# One star, two meanings: the concurrence of photon pairs from a quantum-dot cascade

**Section 2 of this talk is wrong on purpose.** It contains one faulty line and ends in a wrong concurrence. Its lines carry the labels W1 to W5, and none of them should be copied before the repair in Section 4.

## 1. The state and the theorem

A GaAs quantum dot prepared in the biexciton state decays through one of two bright exciton levels and emits two photons. The two levels are split by the fine-structure splitting $s$. One path gives two horizontally polarised photons, the other two vertically polarised ones. I order the product basis as $HH, HV, VH, VV$, numbered 1 to 4, with the biexciton photon first. $H$ and $V$ are the $+1$ and $-1$ eigenstates of $\sigma_z$, and the $V$ exciton is taken to lie higher by $s$.

My inputs are typical values, used only as inputs: emission near 780 nm, which is a photon energy of 1.59 eV, a temperature near 5 K, an exciton lifetime $\tau = 250$ ps and $s = 2.0\ \mu$eV. The radiative width is then $\hbar/\tau = 2.63\ \mu$eV, the splitting corresponds to $9.8\times10^{-4}$ nm in wavelength, and the one parameter that matters is

$$x = \frac{s\tau}{\hbar} = 0.760 .$$

The model has equal branching, equal lifetimes of the two exciton levels, no dephasing and no background. If the dot spends a time $t$ in the exciton, the pair is in the pure polarisation state

$$|\psi(t)\rangle = \frac{|HH\rangle + e^{-ist/\hbar}|VV\rangle}{\sqrt2}. \tag{1}$$

The time at which the first photon leaves drops out, because both paths start and end at the same energies. A detector that ignores $t$ averages over the distribution $e^{-t/\tau}/\tau$. The populations stay $\rho_{11}=\rho_{44}=\tfrac12$, and the coherence becomes

$$z \equiv \rho_{14} = \frac12\int_0^\infty \frac{dt}{\tau}\,e^{-t/\tau}e^{+ist/\hbar} = \frac{1}{2(1-ix)} = \frac{1+ix}{2(1+x^2)} \equiv a+ib. \tag{2}$$

All other elements, apart from $\rho_{41}=z^*$, vanish. For our inputs $a = 0.317$, $b = 0.241$ and $|z| = 0.398$. Keep in mind that $b$ is not small.

The entanglement of formation $E_F$ is the smallest average, over all ways of writing $\rho=\sum_i p_i|\psi_i\rangle\langle\psi_i|$, of the von Neumann entropy of one photon in $|\psi_i\rangle$. Wootters showed in 1998 that for two qubits the minimum has a closed form. Let $Y=\sigma_y\otimes\sigma_y$, which in our basis is real and antidiagonal with entries $(-1,1,1,-1)$, and define

$$\tilde\rho = Y\rho^*Y ,\qquad C=\max(0,\lambda_1-\lambda_2-\lambda_3-\lambda_4), \tag{3}$$

where the $\lambda_i$ are the non-negative square roots of the eigenvalues of $\rho\tilde\rho$ in decreasing order. Then

$$E_F=\mathcal E(C)=h\!\left(\frac{1+\sqrt{1-C^2}}{2}\right),\qquad h(p)=-p\log_2p-(1-p)\log_2(1-p), \tag{4}$$

in units of ebits.

## 2. The wrong attempt

**W1.** The states $HV$ and $VH$ are empty and $Y$ does not connect them to $HH$ or $VV$, so $\lambda_3=\lambda_4=0$. In the block $\{HH,VV\}$, $Y$ acts as $-\sigma_x$ and
$$\rho=\begin{pmatrix}\tfrac12 & z\\ z^* & \tfrac12\end{pmatrix}.$$

**W2.** The conjugate of an operator is its adjoint, and a density operator is Hermitian, so $\rho^*=\rho^\dagger=\rho$ and $\tilde\rho_{\rm w}=Y\rho Y$.

**W3.** Sandwiching with $\sigma_x$ swaps both rows and columns, so
$$\rho\,\tilde\rho_{\rm w}=\begin{pmatrix}\tfrac12 & z\\ z^* & \tfrac12\end{pmatrix}\begin{pmatrix}\tfrac12 & z^*\\ z & \tfrac12\end{pmatrix}=\begin{pmatrix}\tfrac14+z^2 & a\\ a & \tfrac14+z^{*2}\end{pmatrix}.$$

**W4.** The trace is $\lambda_1^2+\lambda_2^2=\tfrac12+2(a^2-b^2)$. The determinant is the product of two determinants, so $\lambda_1\lambda_2=\tfrac14-a^2-b^2$. Hence $(\lambda_1-\lambda_2)^2=4a^2$ and $(\lambda_1+\lambda_2)^2=1-4b^2$. Numerically the sum is 0.876, with $\lambda_1=0.755$ and $\lambda_2=0.121$.

**W5 (wrong result).**
$$C_{\rm w}=2|\mathrm{Re}\,z|=\frac{1}{1+x^2}=0.634,\qquad \mathcal E(C_{\rm w})=0.510\ \text{ebit}.$$

*Question: What is there to dislike? The eigenvalues are real and positive, and the limits look right.*

That is why the slip survives. The product of two positive operators always has non-negative eigenvalues, and $Y\rho Y$ is positive, so no square root complains. The result tends to 1 for $s\to0$ and to 0 for $s\to\infty$, as it should. A test on the four Bell states written with real coefficients also passes, because a real symmetric matrix equals both its conjugate and its adjoint. One has to test with complex phases.

## 3. The symptom

Entanglement cannot change under a unitary operation on one photon alone. Put a retarder in the path of the exciton photon that multiplies $V$ by $e^{i\varphi}$. Then $z\to ze^{-i\varphi}$. Write $z=|z|e^{i\varphi_0}$ with $\varphi_0=\arctan x=37.2^\circ$. The recipe of Section 2 now returns

$$C_{\rm w}(\varphi)=2|z|\,|\cos(\varphi_0-\varphi)| .$$

By turning a wave plate on one side of the table I can move this number anywhere between 0 and 0.796. A quantity that responds in this way is no measure of entanglement.

The same disease shows up in time. For a pure state $\rho=|\psi\rangle\langle\psi|$ the wrong product has the single nonzero eigenvalue $|\langle\psi|Y|\psi\rangle|^2$, so $C_{\rm w}=|\langle\psi|Y|\psi\rangle|$. For the state (1) this is $|\cos(st/\hbar)|$, which vanishes at $t=\pi\hbar/2s=517$ ps. Yet (1) has two equal Schmidt coefficients at every $t$ and carries exactly one ebit.

The most brutal test is a product state. Let $|c_\pm\rangle=(|H\rangle\pm i|V\rangle)/\sqrt2$ be the circular states, the eigenstates of $\sigma_y$ with eigenvalues $\pm1$. For $|c_+\rangle|c_+\rangle$ we get $\langle Y\rangle=1$, so the wrong recipe calls an unentangled pair maximally entangled.

*Question: So what did we compute?*

For the cascade state, $\mathrm{Tr}(\rho Y)=-2a$, so $C_{\rm w}$ is the magnitude of the circular polarisation correlation. Equally, the fidelity to the fixed state $(|HH\rangle+|VV\rangle)/\sqrt2$ is $f=\tfrac12+a=0.817$, and $C_{\rm w}=2f-1$. These are honest observables, and $1/(1+x^2)$ is the right formula for them. They refer to one chosen target state and one chosen phase, and the concurrence refers to neither.

## 4. The faulty line and the repair

The faulty line is **W2**. The star in (3) is the complex conjugate of each matrix element in the product basis, with no transposition. For a Hermitian matrix the true statement is $\rho^*=\rho^{T}$, and this equals $\rho$ only when all elements are real. W1 is sound, and W3 and W4 are correct algebra applied to the wrong matrix. In a program the slip is a call to the conjugate-transpose routine where the elementwise conjugate is wanted.

Why must it be so? Take one qubit, $\rho=\tfrac12(1+\mathbf r\cdot\boldsymbol\sigma)$. In the standard representation $\sigma_x$ and $\sigma_z$ are real and $\sigma_y$ is imaginary, so conjugation reverses $r_y$. Sandwiching with $\sigma_y$ reverses $r_x$ and $r_z$. Together they give

$$\sigma_y\rho^*\sigma_y=\tfrac12(1-\mathbf r\cdot\boldsymbol\sigma),$$

the inversion of the Bloch vector, which sends every pure state to the orthogonal one. Inversion commutes with all rotations, and it is not itself a rotation, so no unitary can do it. Drop the star and what remains is a rotation by $\pi$ about $y$. That singles out an axis and leaves the circular states untouched, and all three symptoms follow.

The invariance rests on one identity, valid for any $2\times2$ matrix $u$:

$$u^T\sigma_yu=(\det u)\,\sigma_y. \tag{5}$$

It contains a transpose and no adjoint. For a pure state with amplitudes $c_1,\dots,c_4$ the theorem gives $C=|\psi^TY\psi|=2|c_1c_4-c_2c_3|$. Under $u_A\otimes u_B$, with both factors unitary, (5) multiplies $\psi^TY\psi$ by $\det u_A\det u_B$, a pure phase. Arrange the amplitudes as the matrix $M=\begin{pmatrix}c_1&c_2\\c_3&c_4\end{pmatrix}$. The reduced state of the first photon is $MM^\dagger$, with trace 1 and determinant $|\det M|^2=C^2/4$. Its eigenvalues are $\tfrac12(1\pm\sqrt{1-C^2})$, which is where (4) comes from.

Now the mended calculation, for a general X state, one whose only nonzero elements are the diagonal, $\rho_{14}$, $\rho_{23}$ and their conjugates. Both $\rho$ and $Y$ split into the blocks $\{1,4\}$ and $\{2,3\}$. In the first block conjugation exchanges $z$ and $z^*$, and the swap exchanges them back while it exchanges the populations:

$$\rho\tilde\rho=\begin{pmatrix}\rho_{11}&z\\ z^*&\rho_{44}\end{pmatrix}\begin{pmatrix}\rho_{44}&z\\ z^*&\rho_{11}\end{pmatrix}=\begin{pmatrix}\rho_{11}\rho_{44}+|z|^2&2\rho_{11}z\\ 2\rho_{44}z^*&\rho_{11}\rho_{44}+|z|^2\end{pmatrix}.$$

The eigenvalues are $\rho_{11}\rho_{44}+|z|^2\pm2\sqrt{\rho_{11}\rho_{44}}\,|z|$, which are perfect squares. The other block works alike, so the four $\lambda$ are

$$\sqrt{\rho_{11}\rho_{44}}\pm|\rho_{14}|,\qquad\sqrt{\rho_{22}\rho_{33}}\pm|\rho_{23}|,$$

all non-negative because $\rho$ is positive. If the largest lies in the first pair, subtracting the other three leaves $2(|\rho_{14}|-\sqrt{\rho_{22}\rho_{33}})$. If it lies in the second, we get $2(|\rho_{23}|-\sqrt{\rho_{11}\rho_{44}})$. The condition that the first pair holds the largest, $\sqrt{\rho_{11}\rho_{44}}+|\rho_{14}|\ge\sqrt{\rho_{22}\rho_{33}}+|\rho_{23}|$, is on rearrangement the condition that the first expression is the larger of the two. Therefore

$$C=2\max\left(0,\ |\rho_{14}|-\sqrt{\rho_{22}\rho_{33}},\ |\rho_{23}|-\sqrt{\rho_{11}\rho_{44}}\right). \tag{6}$$

Only moduli appear, so the retarder has no effect. For the cascade $\tilde\rho=\rho$, the roots are $\lambda_{1,2}=\tfrac12\pm|z|=0.898$ and $0.102$, and

$$C=2|z|=\frac{1}{\sqrt{1+(s\tau/\hbar)^2}}=0.796. \tag{7}$$

The argument of $h$ is $p=\tfrac12(1+\sqrt{1-C^2})=0.802$, and $E_F=0.717$ ebit.

*Question: You took the theorem on trust. Can you confirm (7) without it?*

For this state, yes. Every pure state in a decomposition of $\rho$ must lie in its support, so it has the form $c_1|HH\rangle+c_4|VV\rangle$, with $C_i=2|c_1c_4^*|$ and entropy $\mathcal E(C_i)$, as just derived. The decomposition must reproduce the coherence, $\sum_ip_i(c_1c_4^*)_i=z$, so the triangle inequality gives $\sum_ip_iC_i\ge2|z|$. With $d=\sqrt{1-C^2}$, differentiation of (4) gives

$$\mathcal E'(C)=\frac{C\,\mathrm{artanh}\,d}{d\ln2}>0,\qquad\mathcal E''(C)=\frac{\mathrm{artanh}\,d-d}{d^3\ln2}>0 .$$

So $\mathcal E$ is convex and increasing, and $\sum_ip_i\mathcal E(C_i)\ge\mathcal E(\sum_ip_iC_i)\ge\mathcal E(2|z|)$. The bound is reached by an equal mixture of $\sqrt p\,|HH\rangle+\sqrt{1-p}\,e^{-i\varphi_0}|VV\rangle$ and $\sqrt{1-p}\,|HH\rangle+\sqrt p\,e^{-i\varphi_0}|VV\rangle$. The populations average to $\tfrac12$, each state has coherence $\sqrt{p(1-p)}\,e^{i\varphi_0}=z$, and each has entropy $h(p)$. As a further test, the partial transpose of $\rho$ moves $z$ into the empty block and has eigenvalues $\tfrac12,\tfrac12,\pm|z|$, so it too sees the modulus.

*Question: I never take adjoints by accident, but I do like to work in the Bell basis. Am I safe?*

That is the second form of the slip. Complex conjugation is antilinear and depends on the basis in which it is done. Let the columns of a unitary $U$ be the new basis vectors written in the product basis. Conjugating in the new basis and transforming back gives

$$U\,(U^\dagger\rho U)^*\,U^\dagger=W\rho^*W^\dagger,\qquad W=UU^T. \tag{8}$$

If $U$ is real, then $W=1$. The Bell states with real coefficients are therefore safe, provided that $Y$ is transformed along with $\rho$. The magic basis, used by Hill and Wootters in 1997, is different. Take

$$\frac{HH+VV}{\sqrt2},\quad \frac{i(HH-VV)}{\sqrt2},\quad \frac{i(HV+VH)}{\sqrt2},\quad \frac{HV-VH}{\sqrt2}.$$

Summing the outer products $ee^T$ of these four vectors gives $W=-Y$. Conjugation in this basis is already the whole spin flip, and that is its purpose. Whoever conjugates there and then applies the operator $Y$ as well undoes half of the operation and is left with $\rho^*$ of the product basis in place of $\tilde\rho$. For the cascade state $\rho^*$ is the same matrix as $Y\rho Y$ in W3, so the wrong answer is again $1/(1+x^2)$. A third route is the eigenbasis of $\rho$: there the matrix is real and diagonal, conjugation does nothing, and one is back at W2.

*Question: And the circular basis? That is a product basis too.*

Any local product basis is fine if the matrix of $\rho$ in that basis is conjugated and sandwiched with the same standard antidiagonal matrix. Identity (5) guarantees this. What fails is a mixture: conjugating in the circular basis while using the $H,V$ operator $\sigma_y$, which is diagonal in that basis. With $u=(c_+,c_-)$ one finds $uu^T=\sigma_z$, so $W=\sigma_z\otimes\sigma_z$. This acts as the identity on $HH$ and $VV$, so our state happens to escape, but $|c_+\rangle|c_+\rangle$ is again given concurrence 1. The rule is that the star and the matrix $\sigma_y\otimes\sigma_y$ must refer to one and the same product basis.

## 5. The size of the error

Within the model (7) is exact, and the wrong value is its square, $C_{\rm w}=C^2$. At $s=2.0\ \mu$eV the concurrence comes out too low by 0.162, or 20 %, and the entanglement of formation by 0.207 ebit, or 29 %. For $\tau=250$ ps:

| $s$ ($\mu$eV) | $x$ | $C$ | $C_{\rm w}$ | $E_F$ | $\mathcal E(C_{\rm w})$ |
|---|---|---|---|---|---|
| 0.5 | 0.190 | 0.982 | 0.965 | 0.975 | 0.950 |
| 2.0 | 0.760 | 0.796 | 0.634 | 0.717 | 0.510 |
| 5.0 | 1.90 | 0.466 | 0.217 | 0.318 | 0.093 |
| 10 | 3.80 | 0.255 | 0.065 | 0.121 | 0.012 |

For small $x$, $1-C\approx x^2/2$ while $1-C_{\rm w}\approx x^2$: the slip doubles the loss. The absolute error $C-C^2$ peaks at $C=\tfrac12$, that is at $x=\sqrt3$ or $s=4.56\ \mu$eV, where it equals $\tfrac14$. For large $x$ the power law itself is wrong, $1/x^2$ in place of $1/x$.

The factor of two at small $x$ has a plain meaning. The averaged coherence is both rotated, by $\varphi_0\approx x$, and shortened, by the spread of dwell times. Each effect lowers the real part by $x^2/2$ in relative terms, since $\mathrm{Re}\,z=|z|\cos\varphi_0$ and $\cos\varphi_0=1/\sqrt{1+x^2}=2|z|$. The rotation is undone by a retarder and costs no entanglement; with it undone the fidelity rises to $\tfrac12(1+C)=0.898$. Only the shortening is a loss, and it reflects the which-path information carried by the photon colour when $s$ is comparable to $\hbar/\tau$. The wrong recipe charges for both.

*Question: At 5 K the thermal energy dwarfs your splitting. Is the ideal model worth three figures?*

The three figures describe the model, and a real source is not determined to that level by $s$ and $\tau$. At 5 K, $k_BT=0.43$ meV, far above $s$, but the exciton is prepared in a superposition by the first emission and the model assumes that it is not scattered before it decays. Temperature enters through the rates of such scattering. Let me size three neglected effects with assumed, illustrative parameters.

First, dephasing between the two exciton levels with a time $\tau_{HV}$ adds a factor $e^{-t/\tau_{HV}}$ in (2), so that $z=1/[2(1+\tau/\tau_{HV}-ix)]$. For $\tau_{HV}=10\tau$ this gives $C=0.748$ and $C_{\rm w}=0.616$.

Second, mix in unpolarised background, $\rho\to k\rho+(1-k)\mathbb 1/4$. Then $\rho_{22}=\rho_{33}=(1-k)/4$ and $\rho_{23}=0$, and with $C_0$ the value (7), formula (6) gives $C=\max[0,\,kC_0-(1-k)/2]$. The algebra of W3 and W4 still yields a difference of roots $2|\mathrm{Re}\,\rho_{14}|$ in the outer block, so $C_{\rm w}=\max[0,\,kC_0^2-(1-k)/2]$. For $k=0.85$ and $s=2.0\ \mu$eV the values are 0.602 and 0.464. The background costs 0.194, more than the slip, which is still 0.138. At $s=10\ \mu$eV the true value is 0.141, while the wrong expression before the maximum is taken is $-0.020$. The wrong recipe then declares an entangled source separable.

Third, nuclear spins split the exciton in the circular basis by an amount that varies from shot to shot. Take $s=0$ and a Gaussian splitting of zero mean and rms $0.5\ \mu$eV. The integral (2) holds in the circular basis with $x$ replaced by the random variable $y$, the imaginary part averages out, and $C=\langle1/(1+y^2)\rangle$, a loss of 0.033. That exceeds the loss of 0.018 which a fixed $s=0.5\ \mu$eV causes in the first row of the table, so at small splitting this term cannot be dropped.

*Question: What is the cheapest test that I can build into my analysis?*

Use two states with complex amplitudes. The state $(|HH\rangle+i|VV\rangle)/\sqrt2$ must give $C=1$, and the adjoint slip gives 0. The state $|c_+\rangle|c_+\rangle$ must give $C=0$, and all the variants above give 1 except the doubled flip in the magic basis. That variant computes $|\psi^T\psi|$, which is 0 for this state; it is caught by the first test, where it gives 0, and by $|HH\rangle$, where it gives 1. Then apply a random $u_A\otimes u_B$ to the reconstructed density matrix and require all four $\lambda_i$ to stay unchanged.